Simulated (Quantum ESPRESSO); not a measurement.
# Highest zone-boundary phonon of body-centred tetragonal Si against plane-wave cutoff, LDA linear response

We have to choose a wave-function cutoff for phonon runs on silicon that is high enough for reliable frequencies and no dearer than necessary. Force constants enter thermal transport, phase stability and electron–phonon coupling, so a basis error in them is passed on to each of these. The crystal here is the one-atom I4/mmm form, not the diamond structure of wafers, and its three modes at the chosen wavevector are all acoustic branches. We follow the highest of them at fixed geometry, in LDA with a norm-conserving PseudoDojo potential. Changes are counted from the 40 Ry run, which is the finest shown but need not be fully converged; no comparison with experiment is made.

## Method

Each crystal was relaxed once and then held fixed while the wave-function cutoff alone was changed. Program: Quantum ESPRESSO 7.5, plane waves, LDA, scalar-relativistic, no spin-orbit coupling, no spin. Crystals and potentials: Si (I4/mmm, 1 atoms), PseudoDojo. The k mesh is fixed within a crystal: Si 16×16×16. Occupations: cold smearing. Modes by linear response at one wavevector. Times are rough, from shared Arm server processors. The same in all rows: wavevector of the run, in fractions of the reciprocal vectors: (0.5, 0, 0).

Notes on method and selection:

- The reference is the finest run of each crystal, which need not be fully converged.
- Published potential sets: PseudoDojo (norm-conserving).
- The coarsest settings were run to show the error; the highest mode is taken by rank and may there belong to another branch.
- Runs that did not converge, have known faults or may not be shown are not listed, and runs on Ansatz's PAW sets soft_1 and soft_2 are kept to separate tables.

Columns:

- cutoff (Ry): wave-function cutoff.
- frequency change (%): change of the highest mode at the wavevector against the run at the highest cutoff of the same crystal.
- highest mode (cm⁻¹): highest mode at the wavevector, as the response program prints it (no sum rule, no LO-TO term).
- pressure (GPa): pressure of the ground-state run, compression positive.
- cost (core-s): processor time, shared machines, rough.

## Results

| member | cutoff (Ry) | frequency change (%) | highest mode (cm⁻¹) | pressure (GPa) | cost (core-s) | remark |
| --- | --- | --- | --- | --- | --- | --- |
| 11 Ry | 11 | 6.637 | 326.6 | −13.17 | 39 |  |
| 16 Ry | 16 | −0.947 | 303.4 | −3.18 | 58 |  |
| 21 Ry | 21 | ? | ? | ? | 65 |  |
| 26 Ry | 26 | 0.372 | 307.5 | 0.03 | 140 |  |
| 32 Ry | 32 | 0.095 | 306.6 | 0.07 | 150 |  |
| 40 Ry | 40 | 0.000 | 306.3 | 0.13 | 260 | from the Materials Project, whose computed structures hold known and hypothetical phases |

Cells marked ? are withheld until the estimate has been made.

## Interpretation

The frequency does not approach its 40 Ry value from one side. It is 6.637 % too high at 11 Ry, 0.947 % too low at 16 Ry, and too high again by 0.372 % at 26 Ry and 0.095 % at 32 Ry. From 11 to 16 Ry the mean slope is (303.4 − 326.6) / 5 = −4.64 cm⁻¹ per Ry; from 26 to 40 Ry it is (306.3 − 307.5) / 14 = −0.086 cm⁻¹ per Ry.

The cell is held fixed, so a changing bond length is not the cause. A low cutoff removes the short-wavelength part of the wave functions near the ion cores, and with it part of their response to a displacement. The total energy can only fall as plane waves are added, but a frequency follows from a second derivative of the energy, $\omega \propto \sqrt{k}$ with $k$ the force constant, and its error may take either sign. At 11 Ry the force constant is too stiff by a factor of (326.6 / 306.3)² = 1.137. The mode keeps its symmetry label at every cutoff, which speaks against a swap with a branch of another symmetry as the source of this error.

The pressure shows why the modest frequency error at 16 Ry should not be taken for convergence. It still differs from the 40 Ry value by −3.18 − 0.13 = −3.31 GPa, a false tension that arises because stretching the cell with a fixed set of plane waves lowers the effective cutoff. The two lower modes also shift by a larger fraction than the highest one at the coarsest cutoffs.

Cost rises by 260 / 39 = 6.7 from 11 to 40 Ry, close to the growth in the number of plane waves, (40 / 11)^1.5 = 6.9. For this mode we would use 32 Ry where 0.1 % matters and 26 Ry where 0.5 % is enough. Other wavevectors and the diamond structure need their own check.

## A prediction

Plain estimates from the members shown:

- 21 Ry, straight-line interpolation between 16 Ry and 26 Ry: w = (21 − 16) / (26 − 16) = 0.500, so −0.947 + 0.500 × (0.372 − (−0.947)) = −0.287 %

The straight line between 16 and 26 Ry gives −0.287 %, but it assumes that the basis error fades evenly with cutoff. The pressure fades much faster at first, so we let the frequency follow a geometric decay with the rate taken from the pressure.

Measured from the 40 Ry run, the pressure error shrinks from 3.31 GPa at 16 Ry to 0.10 GPa at 26 Ry. The factor per 5 Ry is $q = \sqrt{0.10/3.31} = 0.174$, and the share of the change completed at the midpoint is $1/(1+q)$, that is 1 / (1 + 0.174) = 0.852. The estimate is then −0.947 + 0.852 × (0.372 + 0.947) = 0.177 %.

We tried the same route on 16 Ry, using 11 and 26 Ry as end points. The pressure error at 11 Ry is 13.17 + 0.13 = 13.30 GPa, and the frequency change between the end points is 6.637 − 0.372 = 6.265 points. Then $q = (0.10/13.30)^{1/3} = 0.196$, the share completed after one of three steps is (1 − 0.196) / (1 − 0.196³) = 0.810, and the result is 6.637 − 0.810 × 6.265 = 1.56 %, against −0.947 % in the table. The miss of 1.56 + 0.947 = 2.51 points is large, though a straight line between the same end points gives 6.637 − 6.265 / 3 = 4.55 % and misses by more than twice as much.

As a fraction of the interval bridged, the miss is 2.51 / 6.265 = 0.40. Applied to the present interval it gives 0.40 × 1.319 = 0.53 points, which we take as one standard deviation. The sign of the change at 21 Ry therefore remains open.

**Committed estimate, 21 Ry: frequency change = 0.2 ± 0.5 %.**

## Outcome

| member | cutoff (Ry) | frequency change (%) | highest mode (cm⁻¹) | pressure (GPa) | cost (core-s) |
| --- | --- | --- | --- | --- | --- |
| 21 Ry | 21 | 1.234 | 310.1 | −0.29 | 65 |

| member | estimate | frequency change (%) | computed | estimate − computed | miss in error bars |
| --- | --- | --- | --- | --- | --- |
| 21 Ry | committed | 0.200 | 1.234 | −1.034 | 2.1 |
| 21 Ry | interpolation | −0.287 | 1.234 | −1.522 |  |

The estimate of 0.2 ± 0.5 % missed. The computed change at 21 Ry is 1.234 %, which is 2.1 error bars higher. The straight line did worse, with a miss of 1.522 points against 1.034.

The pressure part of the argument held roughly. Our decay factor implied a pressure error of 3.31 × 0.174 = 0.58 GPa at 21 Ry, and the table gives 0.13 + 0.29 = 0.42 GPa. What failed was the step from pressure to frequency. The 21 Ry value lies above both neighbours, −0.947 % and 0.372 %, so no weighting between those two could have reached it. Our trial on 16 Ry had already given this warning, because that value also lay outside its end points.

The ground-state pressure error therefore does not set the course of the frequency error, which changes sign twice along the rows while the pressure error keeps its sign and shrinks.

## Departures from the trend

The 11 Ry run has the largest error, 326.6 − 306.3 = +20.3 cm⁻¹. It is the coarsest basis and also has the largest pressure error, so plain truncation of the wave functions is the likeliest reason.

The 16 Ry run stands out by sign. Without it the changes fall steadily from 6.637 % to zero; with it the series dips to −0.947 % and comes back to 1.234 %. Its pressure fits the steady decay of the other rows, so the irregularity shows in the frequency and not in the pressure. One possible source is the real-space grid for the density. If that grid grows with the cutoff, it does so in steps, and a coarse grid makes the energy depend slightly on where the atom sits between grid points. This adds a false force constant of either sign, which stays in the printed frequencies because no sum rule is applied. The small error at 16 Ry may then be a partial cancellation; it is no sign of a better basis than at 21 Ry.

## Cost

Going from 21 to 40 Ry multiplies the processor time by 260 / 65 = 4.0 and removes a frequency error of 1.234 %, counted from the 40 Ry run. The 26 and 32 Ry runs cost the same within the roughness of the timings, 140 and 150 core-s, while the error falls from 0.372 % to 0.095 %. We therefore drop our earlier suggestion of 26 Ry for less demanding work and would use 32 Ry throughout. For this one-atom cell the saving from a lower cutoff is a few core-minutes per wavevector, which matters only when many wavevectors or much larger cells are run.

## Summary

From 26 Ry upward the shown frequencies of this mode agree with the 40 Ry run to within 0.4 %. Below that, neighbouring cutoffs do not give a usable estimate: both routes missed 21 Ry by at least one percentage point. A small error at a single low cutoff, as at 16 Ry, is no evidence of convergence either.

In units of practice, with 1 cm⁻¹ = 0.124 meV, the error in the phonon energy is (310.1 − 306.3) × 0.124 = 0.47 meV at 21 Ry and (306.6 − 306.3) × 0.124 = 0.04 meV at 32 Ry.

Once the cutoff is 26 Ry or more, other choices are likely to weigh more than the basis. A gradient-corrected functional at its own relaxed volume usually lowers phonon frequencies by a few per cent against LDA, and heating to room temperature typically softens them by roughly 1 %. These are general sizes, not results for this crystal.
